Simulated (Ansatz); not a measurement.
## Rh: the change of pressure with volume scale

All results are calculated (Ansatz 0.2.0). Free energy against uniform scaling of the volume at fixed shape and fractions; periodic cell, basis, potentials, k mesh and filling as listed.

The cell before it is scaled or strained (space group P6_3/mmc, No. 194):
```
CELL_PARAMETERS angstrom
2.73100 0.00000 0.00000
-1.36550 2.36510 0.00000
0.00000 0.00000 4.42850
ATOMIC_POSITIONS crystal
Rh 0.66667 0.33333 0.75000
Rh 0.33333 0.66667 0.25000
```

Settings of every row: functional PBEsol; dispersion none; potentials PAW; wave cutoff 500 eV; density cutoff 2000 eV; k mesh 12x12x7; k shift 0x0x0; occupations fermi dirac; smearing width 0.1 eV; spin none.

Limits: coarse k mesh, up to 40 meV an atom off; the cell comes from a prototype or a list of computed structures and needn't be the stable phase.

```
row  volume scale  V (Å³/atom)  pressure (GPa)  energy above lowest point (meV/atom)
  1          0.88       12.586           26.47                                  73.7
  2          0.92       13.158            9.68                                  10.4
  3          0.96        13.73               ?                                     ?
  4             1       14.302          -13.31                                  30.4
  5          1.04       14.874          -20.98                                  92.3
  6          1.08       15.446          -26.82                                 178.1
  7          1.12       16.018          -31.21                                 282.1
```

Question: what pressure should row 3 give?

Worked fit of pressure. Take u = (V_r/V)^(2/3) − 1 with V_r = 14.588 Å³ an atom, which is twice the finite (Eulerian) strain; such expansions in the strain, on which the Birch-Murnaghan equation of state is built, carry the rest volume and the bulk modulus. The shown rows have u = 0.10341, 0.0712, 0.01329, -0.01286, -0.03738, -0.06044. Least squares give pressure = −17.404 + 292.731 × u + 1140.57 × u² + 1271 × u³ GPa; a parabola predicts inner rows, each left out in turn, worse (root mean square 0.22 against 0.0027 GPa). All shown rows lie on it to the printed digit. The pressure vanishes at u = 0.0494, or V = 13.57 Å³ an atom, and there the bulk modulus at fixed shape and fractions is B = −V dP/dV = (2/3)(1 + u) dP/du = 290 GPa. Letting shape and atoms relax would as a rule lower it, by much in layered, chain or molecular crystals. The withheld row has u = 0.04124, so the fit gives −17.404 + 292.731 × (0.04124) + 1140.57 × (0.04124)² + 1271 × (0.04124)³ = -3.30 GPa.

The calculation gave -3.3 GPa. The fit meets it to the printed digit.

The other values of row 3: energy above lowest point 0 meV/atom.
